## An electron leaves tungsten, but the charge appears mostly on the ligands

When the tungsten oxychloride WOCl₃ loses its only d electron, the charge of tungsten rises by just 0.238 e, and the four ligands take up the rest. Adding an electron gives much the same picture. The oxidation state of the metal changes by a full unit each time, while its charge changes by less than a third of that, probably in part because the other electrons move when one comes or goes.

Calculated with PySCF 2.14.0 at the B3LYP/def2-SVPD level for neutral WOCl₃ (doublet) at its GFN2-xTB geometry. The Fukui values are Hirshfeld-condensed density differences for each atom on vertical removal or attachment of one electron, with both ions computed as singlets.

| row | fukui minus (e) | computed element | fukui plus (e) |
| --- | --- | --- | --- |
| 1 | 0.238 | W | 0.298 |
| 2 | 0.118 | O | 0.111 |
| 3 | 0.181 | Cl | 0.162 |
| 4 | 0.232 | Cl | 0.214 |
| 5 | 0.232 | Cl | 0.214 |

The column fukui minus, $f^-$, is the electron density that each atom loses when one electron is removed from the molecule at fixed geometry. The column fukui plus, $f^+$, is the density that each atom gains when one is added. Each column adds up to one electron within rounding.

### Counting electrons and locating charge

The neutral molecule is formally W(V), with one d electron. The cation was computed as a singlet and has all its electrons paired, as W(VI) without d electrons should. A hole on chlorine beside a surviving d electron would leave two electrons unpaired. In this singlet, the large chlorine values therefore do not mean that chlorine has been oxidised. A triplet cation is not among the results.

Ionic counting, which places each electron wholly on one atom, fits this paired state but gets the charges wrong. From anion to cation it takes two electrons from tungsten. The computed charge of tungsten changes by $0.238+0.298=0.536$ e, about a quarter of that count.

### How much the other electrons move

The density difference on removal has two parts,

$$f^-(\mathbf r)=|\varphi(\mathbf r)|^2+g(\mathbf r),\qquad \int g\,d\mathbf r=0 .$$

Here $\varphi$ is the orbital that the electron leaves, and $g$ is the response of all the others. The first part is never negative, so wherever $f^-$ is negative, $g$ must be at least as negative. The negative regions of $f^-$ add up to 0.214 e in this calculation. At least a fifth of an electron has therefore changed place among the electrons that stayed behind. With frozen orbitals there would be no negative regions, and the column would simply describe the make-up of one orbital.

This bound proves that the others respond, but not in which direction. Bonding theory suggests the direction. A tungsten atom that has lost its d electron attracts the shared W–Cl and W–O pairs more strongly, so they should shift towards it and refill part of the loss. When an electron is added, they should shift back towards the ligands.

A charge placed inside a neutral metal shell behaves in a similar way: the shell's electrons rearrange, and the charge shows up on the outer surface. The molecule screens less completely than a metal, so tungsten keeps a visible share. The likeness also leaves out two things that put charge on the ligands without any response. The d orbital itself extends onto chlorine, and the Hirshfeld scheme divides the density smoothly between neighbouring atoms. The atomic values contain all three contributions together. B3LYP also tends to spread an unpaired electron too widely, which may make the ligand share somewhat too large.

### Why oxygen changes least

Oxygen is the most negative atom of the neutral molecule, yet it has the smallest value in both columns. A static charge tells how much density an atom already holds, not how easily that amount changes. The valence shell of oxygen is smaller and less easily distorted than that of chlorine, so a weaker response is expected there. Ligand-field theory adds a second reason: the short, multiple W–O bond raises the d orbitals that take part in it, so the unpaired electron should occupy one that largely avoids oxygen.

### The odd chlorine

The chlorine in row 3 changes by about 0.05 e less than the other two, both on removal and on attachment. Rows 4 and 5 are mirror images and count as one observation. The row 3 atom has the shorter bond, 2.15 Å against 2.25 Å, and stands at a wider angle to oxygen. A plausible but untested reading is a Jahn–Teller distortion, with the d orbital directed more towards the two chlorines with longer bonds. The shape comes from a tight-binding method, so the size of this difference is tied to that geometry.

### Adding an electron

The two columns differ by the placement of only 0.06 e. The computed anion is a singlet, so the new electron has probably paired up in the same orbital that removal empties. Tungsten now leads clearly, whereas on removal it is practically level with the chlorines of rows 4 and 5. This lead belongs to the singlet; a d² ion may prefer a triplet. The highest occupied level of the anion is also positive, although the total energies give a bound electron, so $f^+$ may depend on the basis.

Tungsten oxychlorides occur in the chlorine-based deposition and etching of tungsten for electronic devices. For the one molecule computed here, the values mean that the whole ligand shell shares the charge when the metal's oxidation state changes. They do not tell which bond breaks. The sums and differences used here are in the output below.

Printed output of the fit:

```
Hirshfeld charges in e:
  row   anion  neutral  cation  fplus_less_fminus
    1   0.422     0.72   0.958               0.06
    2  -0.422   -0.311  -0.193             -0.007
    3  -0.261   -0.099   0.082             -0.019
    4  -0.369   -0.155   0.077             -0.018
    5  -0.369   -0.155   0.077             -0.018
W charge change from anion to cation, two electrons removed (e): 0.536
all three Cl together, removal (e): 0.645
all three Cl together, attachment (e): 0.59
all ligands together, removal (e): 0.763
all ligands together, attachment (e): 0.701
W less Cl of row 4, removal (e): 0.006
W less Cl of row 4, attachment (e): 0.084
Cl of row 4 less Cl of row 3, removal (e): 0.051
Cl of row 4 less Cl of row 3, attachment (e): 0.052
charge placed differently by the two patterns (e): 0.061
lower bound to the response of the other electrons, removal (e): 0.214
lower bound to the response of the other electrons, attachment (e): 0.237
W-O distance (angstrom): 1.671
W-Cl distance, row 3 (angstrom): 2.147
W-Cl distance, row 4 (angstrom): 2.252
O-W-Cl angle, row 3 (degrees): 130.5
O-W-Cl angle, row 4 (degrees): 107.7
```
